**Hand estimates of the ionisation energies of neon ions**

The table holds ionisation energies of Ne and seven of its ions from spherical, scalar-relativistic, spin-polarised LDA-VWN5 total-energy differences, with the highest eigenvalue and its mean radius, configuration-averaged Dirac-Fock values and NIST entries. The program tests two rules without fitted constants: differences of Slater-screened hydrogenic total energies, and IE ≈ −ε + c/⟨r⟩ with c = 9.11 eV bohr from the hydrogenic 1s orbital in exchange-only LDA. The first rule has a mean error of 1.9 % against LDA for the seven ions (worst 4.5 %, Ne6+) and is 28 % low for neutral Ne, where it is very sensitive to the screening constant; two-constant refits that leave Ne out do not predict it. The second rule reproduces the LDA differences to 1.0 % on average (worst 2.9 %, Ne). The output also shows that the uncancelled Hartree and exchange-correlation energy of Ne9+, 10.7 eV, matches the size of its LDA error.

Calculated values. Neon and its ions in NIST's ground configurations: spherical LDA-VWN5 atoms in Quantum ESPRESSO ld1.x 7.5, scalar-relativistic, spin-polarised, open shells at highest spin, point nucleus. Ionisation energies are total-energy differences. The Dirac-Fock column (B-spline radial atomic code, version 1) averages over the configuration, with a Fermi nucleus and no Breit or QED terms.

## Program and output

```python
# Table: ionisation energies (eV) of Ne ions; ld1.x LDA-VWN5 scalar-relativistic spin-polarised energy differences,
# highest eigenvalue and mean radius, Dirac-Fock (configuration average) and NIST values.
# Tested: (1) Slater screened-hydrogenic total-energy differences; (2) IE = -eps + c/<r>, c from hydrogenic 1s.
T = {
    'ion': ['Ne', 'Ne3+', 'Ne4+', 'Ne5+', 'Ne6+', 'Ne7+', 'Ne8+', 'Ne9+'],
    'Z': [10, 10, 10, 10, 10, 10, 10, 10],
    'charge': [0, 3, 4, 5, 6, 7, 8, 9],  # e
    'N': [10, 7, 6, 5, 4, 3, 2, 1],
    'configuration': ['[He] 2s2 2p6', '[He] 2s2 2p3', '[He] 2s2 2p2', '[He] 2s2 2p1', '[He] 2s2', '[He] 2s1', '1s2', '1s1'],
    'removed': ['2p', '2p', '2p', '2p', '2s', '2s', '1s', '1s'],
    'ionisation_energy': [22.172, 97.6578, 127.023, 158.169, 204.929, 238.602, 1188.07, 1351.66],  # eV
    'minus_highest_eigenvalue': [13.539, 83.739, 111.98, 142.38, 191.73, 225.26, 1130.1, 1291.3],  # eV
    'highest_level_mean_radius': [0.98137, 0.74358, 0.69971, 0.66279, 0.7099, 0.68631, 0.15658, 0.15065],  # bohr
    'nist': [21.564541, 97.19, 126.247, 157.934, 207.271, 239.097, 1195.8082, 1362.1993],  # eV
    'nist_kind': ['measured', 'semi-empirical', 'measured', 'measured', 'measured', 'semi-empirical', 'theory', 'theory'],
    'error': [0.607, 0.468, 0.776, 0.235, -2.34, -0.495, -7.74, -10.5],  # eV
    'ie_hf': [19.825, 93.298, 124.08, 157.85, 203.83, 238.99, 1195.0, 1362.4],  # eV
}
import numpy as np
from scipy.constants import physical_constants as pc, alpha
from scipy.optimize import least_squares
Ry = pc['Rydberg constant times hc in eV'][0]; Ha = 2*Ry; Z = 10
ion = T['ion']; N = np.array(T['N'], int)
g = lambda key: np.array(T[key], float)
IE, eps, r, ni, hf, err = map(g, ['ionisation_energy', 'minus_highest_eigenvalue', 'highest_level_mean_radius', 'nist', 'ie_hf', 'error'])
def E(n, a=Z-1.70, s=0.35, t=0.30):   # binding energy in Ry, Slater's standard constants
    n1 = min(n, 2); m = n-n1
    return n1*(Z-t*(n1-1))**2 + m*(a-s*(m-1))**2/4
sl = np.array([Ry*(E(n)-E(n-1)) for n in N]); pct = lambda x, y: 100*(x/y-1)
print("Ry = %.4f eV; rounding of table: at most 0.05 eV on the 1s rows" % Ry)
print("Rule 1, Slater difference: ion, IE eV, % vs LDA, Dirac-Fock, NIST | LDA-NIST %, DF-NIST eV, LDA-DF eV")
for i in range(len(N)):
    print("%-5s %7.1f %+6.1f %+6.1f %+6.1f | %+5.2f %+6.2f %+6.2f" % (ion[i], sl[i], pct(sl, IE)[i], pct(sl, hf)[i], pct(sl, ni)[i], pct(IE, ni)[i], hf[i]-ni[i], IE[i]-hf[i]))
ions = N < 10; i0 = list(N).index(10); idx = lambda n: list(N).index(n)
for lab, y in (("LDA", IE), ("Dirac-Fock", hf), ("NIST", ni)):
    p = np.abs(pct(sl, y))[ions]
    print("seven ions vs %s: mean |error| %.1f %%, worst %.1f %% (%s)" % (lab, p.mean(), p.max(), np.array(ion)[ions][p.argmax()]))
a0, s0 = Z-1.70, 0.35
for n in (6, 10):
    m = n-2; k = m-1; i = idx(n); z1, z2 = a0-s0*k, a0-s0*(k-1)
    print("worked %s: %d x %.2f^2/4 = %.3f Ry; %d x %.2f^2/4 = %.3f Ry; diff %.3f Ry = %.1f eV (LDA %.1f)" % (ion[i], m, z1, m*z1**2/4, k, z2, k*z2**2/4, sl[i]/Ry, sl[i], IE[i]))
    print("  a-sk %.2f, a-3sk %.2f; orbital term alone %.1f eV; s up by 0.01 shifts IE %+.2f eV (%+.1f %%)" % (z1, a0-3*s0*k, Ry*z1**2/4, Ry*(E(n, s=.36)-E(n-1, s=.36))-sl[i], pct(Ry*(E(n, s=.36)-E(n-1, s=.36)), sl[i])))
L = N > 2; k = N-3
fS = lambda p, k: Ry/4*(p[0]**2-4*p[0]*p[1]*k+3*p[1]**2*k**2-p[1]**2*k)
fL = lambda p, k: Ry/4*(p[0]-p[1]*k)**2
print("Two-constant fits to LDA, n=2 rows; % errors for " + " ".join(np.array(ion)[L]))
for lab, f, p0 in (("Slater form", fS, [8.3, .35]), ("linear charge", fL, [8.4, .8])):
    for sub, m in (("all six", L), ("Ne left out", L & ions)):
        p = least_squares(lambda p: f(p, k[m])/IE[m]-1, p0).x
        print("%s, %s: a %.3f, slope %.3f; " % (lab, sub, *p) + " ".join("%+.1f" % v for v in pct(f(p, k[L]), IE[L])))
print("effective charge n*sqrt(IE_LDA/Ry): " + " ".join("%.2f" % v for v in np.where(L, 2, 1)*np.sqrt(IE/Ry)))
print("rule 1 for absent rows (untested): Ne+ %.1f eV, Ne2+ %.1f eV" % (Ry*(E(9)-E(8)), Ry*(E(8)-E(7))))
step = IE[idx(2)]/IE[idx(3)]
print("shell step Ne8+/Ne7+: LDA %.2f, rule 1 %.2f, NIST %.2f" % (step, sl[idx(2)]/sl[idx(3)], ni[idx(2)]/ni[idx(3)]))
print("Ne8+ with screening 5/16: %.1f eV (%+.2f %% vs NIST)" % (Ry*(E(2, t=5/16)-E(1)), pct(Ry*(E(2, t=5/16)-E(1)), ni[idx(2)])))
print("Ne9+: Ry Z^2 = %.1f, times 1+(Z alpha)^2/4 = %.1f eV; Dirac-Fock %.1f" % (Ry*Z*Z, Ry*Z*Z*(1+(Z*alpha)**2/4), hf[idx(1)]))
U9, X9 = 3.114045, -2.721422   # Hartree and xc energies (hartree) of the same Ne9+ LDA run
print("Ne9+ run: U+Exc = %.2f eV (LDA-NIST %.1f); U+Exc/3 = %.2f eV" % ((U9+X9)*Ha, err[idx(1)], (U9+X9/3)*Ha))
ex = 0.75*(6/np.pi)**(1/3)*(27/64)*np.pi**(-1/3); c = 1.5*(5/16-ex/3)*Ha
print("Rule 2: hydrogenic U = 0.3125 Z, Ex = -%.4f Z hartree; c = %.3f hartree bohr = %.2f eV bohr" % (ex, c/Ha, c))
gap = IE-eps; est = eps+c/r
print("ion, -eps/IE, gap eV, gap*<r> eV bohr, c/<r> eV, estimate eV, error eV, error % vs LDA")
for i in range(len(N)):
    print("%-5s %.3f %6.2f %6.2f %6.2f %8.1f %+6.2f %+5.2f" % (ion[i], eps[i]/IE[i], gap[i], gap[i]*r[i], c/r[i], est[i], est[i]-IE[i], pct(est, IE)[i]))
p = np.abs(pct(est, IE))
print("rule 2: mean |error| %.2f %%, worst %.2f %% (%s); gap*<r> mean %.2f, range %.2f to %.2f" % (p.mean(), p.max(), ion[p.argmax()], (gap*r).mean(), (gap*r).min(), (gap*r).max()))
assert np.abs(pct(sl, IE))[ions].max() < 6 and pct(sl, IE)[i0] < -20
assert (gap > 0).all() and (gap*r > 8).all() and (gap*r < 11).all()
assert step > 4
assert abs((U9+X9)*Ha+err[idx(1)]) < 0.5
```

It prints:

```
Ry = 13.6057 eV; rounding of table: at most 0.05 eV on the 1s rows
Rule 1, Slater difference: ion, IE eV, % vs LDA, Dirac-Fock, NIST | LDA-NIST %, DF-NIST eV, LDA-DF eV
Ne       16.0  -27.9  -19.4  -25.9 | +2.82  -1.74  +2.35
Ne3+     94.6   -3.2   +1.4   -2.7 | +0.48  -3.89  +4.36
Ne4+    125.8   -1.0   +1.3   -0.4 | +0.61  -2.17  +2.94
Ne5+    159.4   +0.8   +1.0   +1.0 | +0.15  -0.08  +0.32
Ne6+    195.6   -4.5   -4.0   -5.6 | -1.13  -3.44  +1.10
Ne7+    234.3   -1.8   -2.0   -2.0 | -0.21  -0.11  -0.39
Ne8+   1199.8   +1.0   +0.4   +0.3 | -0.65  -0.81  -6.93
Ne9+   1360.6   +0.7   -0.1   -0.1 | -0.77  +0.20 -10.74
seven ions vs LDA: mean |error| 1.9 %, worst 4.5 % (Ne6+)
seven ions vs Dirac-Fock: mean |error| 1.5 %, worst 4.0 % (Ne6+)
seven ions vs NIST: mean |error| 1.7 %, worst 5.6 % (Ne6+)
worked Ne4+: 4 x 7.25^2/4 = 52.563 Ry; 3 x 7.60^2/4 = 43.320 Ry; diff 9.243 Ry = 125.8 eV (LDA 127.0)
  a-sk 7.25, a-3sk 5.15; orbital term alone 178.8 eV; s up by 0.01 shifts IE -2.81 eV (-2.2 %)
worked Ne: 8 x 5.85^2/4 = 68.445 Ry; 7 x 6.20^2/4 = 67.270 Ry; diff 1.175 Ry = 16.0 eV (LDA 22.2)
  a-sk 5.85, a-3sk 0.95; orbital term alone 116.4 eV; s up by 0.01 shifts IE -4.52 eV (-28.3 %)
Two-constant fits to LDA, n=2 rows; % errors for Ne Ne3+ Ne4+ Ne5+ Ne6+ Ne7+
Slater form, all six: a 8.299, slope 0.337; -0.5 +1.5 +1.9 +2.5 -3.9 -1.8
Slater form, Ne left out: a 8.377, slope 0.353; -25.4 -1.2 +1.0 +2.7 -2.7 +0.0
linear charge, all six: a 8.603, slope 0.860; +2.2 -7.2 -2.9 +1.9 -0.5 +5.5
linear charge, Ne left out: a 8.419, slope 0.768; +42.3 -0.4 +0.2 +1.9 -2.8 +1.0
effective charge n*sqrt(IE_LDA/Ry): 2.55 5.36 6.11 6.82 7.76 8.38 9.34 9.97
rule 1 for absent rows (untested): Ne+ 39.7 eV, Ne2+ 65.9 eV
shell step Ne8+/Ne7+: LDA 4.98, rule 1 5.12, NIST 5.00
Ne8+ with screening 5/16: 1193.2 eV (-0.22 % vs NIST)
Ne9+: Ry Z^2 = 1360.6, times 1+(Z alpha)^2/4 = 1362.4 eV; Dirac-Fock 1362.4
Ne9+ run: U+Exc = 10.68 eV (LDA-NIST -10.5); U+Exc/3 = 60.05 eV
Rule 2: hydrogenic U = 0.3125 Z, Ex = -0.2680 Z hartree; c = 0.335 hartree bohr = 9.11 eV bohr
ion, -eps/IE, gap eV, gap*<r> eV bohr, c/<r> eV, estimate eV, error eV, error % vs LDA
Ne    0.611   8.63   8.47   9.28     22.8  +0.65 +2.92
Ne3+  0.857  13.92  10.35  12.25     96.0  -1.67 -1.71
Ne4+  0.882  15.04  10.53  13.02    125.0  -2.03 -1.59
Ne5+  0.900  15.79  10.46  13.74    156.1  -2.05 -1.29
Ne6+  0.936  13.20   9.37  12.83    204.6  -0.37 -0.18
Ne7+  0.944  13.34   9.16  13.27    238.5  -0.07 -0.03
Ne8+  0.951  57.97   9.08  58.17   1188.3  +0.20 +0.02
Ne9+  0.955  60.36   9.09  60.46   1351.8  +0.10 +0.01
rule 2: mean |error| 0.97 %, worst 2.92 % (Ne); gap*<r> mean 9.56, range 8.47 to 10.53
```
